**Question: Why does the cutoff error in TiAl₂ stop falling so fast, and can I trust the good pressure at 150 eV?**

I ran TiAl₂ with r2SCAN at a series of plane-wave cutoffs and compared each run with one at 850 eV. The energy error first collapses, then creeps. The pressure error is small at 150 eV, large at 200 and 250 eV, and small again later. Which rows break the pattern, by how much, and why?

Calculated values. TiAl2 (Cmmm, a = 3.959, b = 12.094, c = 4.032 Å) was run at fixed cell and atoms in Ansatz 0.2.0 with r2SCAN, PAW set soft_2, no spin polarisation, a 10×10×10 k mesh and 0.1 eV Gaussian smearing. The reference wave cutoff is 850 eV, and the density cutoff is always four times the wave cutoff. Energies are taken to zero smearing; pressures, positive in compression, are corrected for the finite cutoff.

| wave cutoff (eV) | energy less reference (meV/atom) | pressure less reference (GPa) | largest force change (eV/Å) |
| --- | --- | --- | --- |
| 150 | 8220 | -0.213 | 0.456 |
| 200 | 1990 | -2.92 | 0.239 |
| 250 | 403 | 1.96 | 0.162 |
| 300 | 59.5 | 0.082 | 0.0176 |
| 350 | 9.70 | -0.046 | 0.00565 |
| 380 | 4.28 | -0.019 | 0.00109 |
| 460 | 1.83 | -0.007 | 0.00040 |
| 500 | 1.37 | -0.001 | 0.00050 |
| 520 | 1.16 | 0.002 | 0.00053 |
| 600 | 0.581 | 0.007 | 0.00033 |
| 700 | 0.300 | 0.005 | 0.00020 |

**Answer**

There are two breaks. The energy leaves its steep fall between about 350 and 460 eV, and the pressure at 150 eV looks good only because large errors cancel.

Picture the orbitals as sums of waves. The cutoff discards all waves whose kinetic energy lies above it, so the error depends on how much of the orbitals sits in those short waves. PAW replaces the sharp wiggles near each nucleus by smooth functions, which need few short waves. Titanium is probably the harder element here, because its 3d electrons and its 3s and 3p shells, treated as valence, stay close to the nucleus. For aluminium alone, with its smoother s and p electrons, I would expect the steep fall to end at a lower cutoff.

A simple model follows from this. Leaving out one wave costs roughly its kinetic energy times its weight in the orbital. If the weights fall like a Gaussian in wave number, they fall exponentially in kinetic energy, because that energy goes as the wave number squared. Apart from slowly varying factors, each equal step in cutoff should then divide the energy error by the same number.

I fitted this exponential to the five rows from 150 to 350 eV, a range chosen by eye. It divides the error by about 5.5 per 50 eV and meets those rows to within about a quarter. The real fall is not quite a single exponential, since it speeds up from a factor of 4 to nearly 7 per step before it slows. The curve also meets the 380 eV row, which was not in the fit, to within a tenth. That may be partly luck, because between 350 and 380 eV the fall has already slowed to a factor of about 3.9 per 50 eV.

The next row, also outside the fit, shows the break plainly. At 460 eV the fitted line gives

ln(error in meV/atom) = 14.29 − 0.03399 × 460 ≈ −1.34,

which is an error of 0.26 meV/atom. The table has 1.83, seven times as much. From there on, 50 eV more cutoff divides the error by only about 1.5.

How large the break looks depends on the curve you extend. An exponential in the square root of the cutoff falls more slowly and fits the steep rows less well, but it too lies below every row from 460 eV up. At 700 eV the table exceeds this gentler curve about 76-fold and the first one about 4000-fold. The break is therefore real, but neither factor is a property of TiAl₂. The output after this text lists both comparisons row by row.

The slow tail needs a second contribution that dies away more gradually, and theory offers two candidates. The smoothed functions join the true ones at a finite radius with only limited smoothness, which leaves a weak trail of short waves. Alternatively, the error may come from the density grid, to which r2SCAN is sensitive. The density cutoff was four times the wave cutoff in every run, so the two effects are mixed. Repeating the series with the density grid held fixed would separate them.

The forces change pace in the same region. Their largest change shrinks about 400-fold from 150 to 380 eV, but only about fivefold from there to 700 eV, with a slight rise between 460 and 520 eV on the way.

The pressure at 150 eV is a different matter. Pressure is the average of the stresses along the three axes, and in that run their errors are about 0, +3.7 and −4.3 GPa along a, b and c. They average to the harmless-looking −0.213 GPa, although the typical (rms) error per axis is 3.2 GPa, some 15 times larger. At 200 eV all three errors are negative, nothing cancels, and the pressure is off by −2.92 GPa. The rms error per axis even falls slightly from 150 to 200 eV, from 3.2 to 2.9 GPa, although the error along a grows. The pressure column alone suggests a sharp worsening. All these pressures and stresses already include a correction for the finite cutoff; without it I would expect much larger errors at low cutoffs.

The tiny pressure error at 500 eV needs similar care. There the errors on all three axes are passing through zero together, and by 600 eV the pressure differs from the reference by 0.007 GPa again. That is negligible for most purposes, but it means that 500 eV is not better converged than 600 eV.

In practice, judge a cutoff by energy, forces and separate stress components over several neighbouring rows, never by one small pressure error. The program marked every run up to 460 eV as below its recommended cutoff. From 500 eV up, the energy is within about 1.4 meV/atom of the 850 eV run, which probably keeps a small error of its own. If you want energy differences between structures, test those directly, because this series can't show how much of the error they share.

Numerical output:

```
fit of ln_err on 5 rows (wave_cutoff <= 350): constant 14.29 +/- 0.3, coefficient of wave_cutoff -0.03399 +/- 0.0012; rms 0.141, worst 250 -0.205, leave-one-out rms 0.275
  rows outside the fit (model, value, miss): 380 1.375, 1.454, -0.079; 460 -1.344, 0.6043, -1.95; 500 -2.704, 0.3148, -3.02; 520 -3.383, 0.1484, -3.53; 600 -6.103, -0.543, -5.56; 700 -9.501, -1.204, -8.3
fit of ln_err on 5 rows (wave_cutoff <= 350): constant 22.19 +/- 1.1, coefficient of root_cut -1.048 +/- 0.073; rms 0.287, worst 250 -0.379, leave-one-out rms 0.591
  rows outside the fit (model, value, miss): 380 1.762, 1.454, 0.308; 460 -0.2857, 0.6043, -0.89; 500 -1.242, 0.3148, -1.56; 520 -1.706, 0.1484, -1.85; 600 -3.479, -0.543, -2.94; 700 -5.535, -1.204, -4.33
Breaks in energy and stress:
  row  energy error falls by this factor per 50 eV since last row  energy error over exponential in cutoff  energy error over exponential in root of cutoff  stress error along a in GPa  stress error along b in GPa  stress error along c in GPa  rms stress error of the three axes in GPa
  150                                                         n/a                                    0.837                                           0.7116                     -0.01943                        3.657                       -4.278                                      3.249
  200                                                       4.131                                    1.109                                            1.254                       -3.056                       -3.201                         -2.5                                      2.934
  250                                                       4.938                                    1.228                                            1.461                        1.954                        1.831                        2.094                                      1.963
  300                                                       6.773                                    0.992                                            1.048                       0.2375                       0.1331                      -0.1259                                     0.1732
  350                                                       6.134                                   0.8847                                           0.7316                     -0.06543                     -0.02053                     -0.05379                                    0.05032
  380                                                        3.91                                    1.082                                           0.7351                     -0.02159                     -0.01521                     -0.02272                                    0.02011
  460                                                       1.701                                    7.018                                            2.435                    -0.006959                     -0.00629                    -0.008113                                    0.00716
  500                                                       1.436                                    20.46                                            4.746                    -0.001106                     -0.00109                    -0.001183                                   0.001127
  520                                                       1.516                                    34.19                                            6.391                     0.001335                      0.00147                     0.002056                                    0.00165
  600                                                       1.541                                    259.7                                            18.84                     0.005757                      0.00719                     0.007934                                   0.007019
  700                                                       1.392                                     4014                                            76.04                     0.003829                      0.00492                     0.004278                                   0.004365
Factor per 50 eV in the fitted exponential: 5.471
Energy error at 150 eV over that at 380 eV: 1921
Energy error at 380 eV over that at 700 eV: 14.27
Force change at 150 eV over that at 380 eV: 418.3
Force change at 380 eV over that at 700 eV: 5.45
Size of pressure error at 200 eV over that at 150 eV: 13.71
```
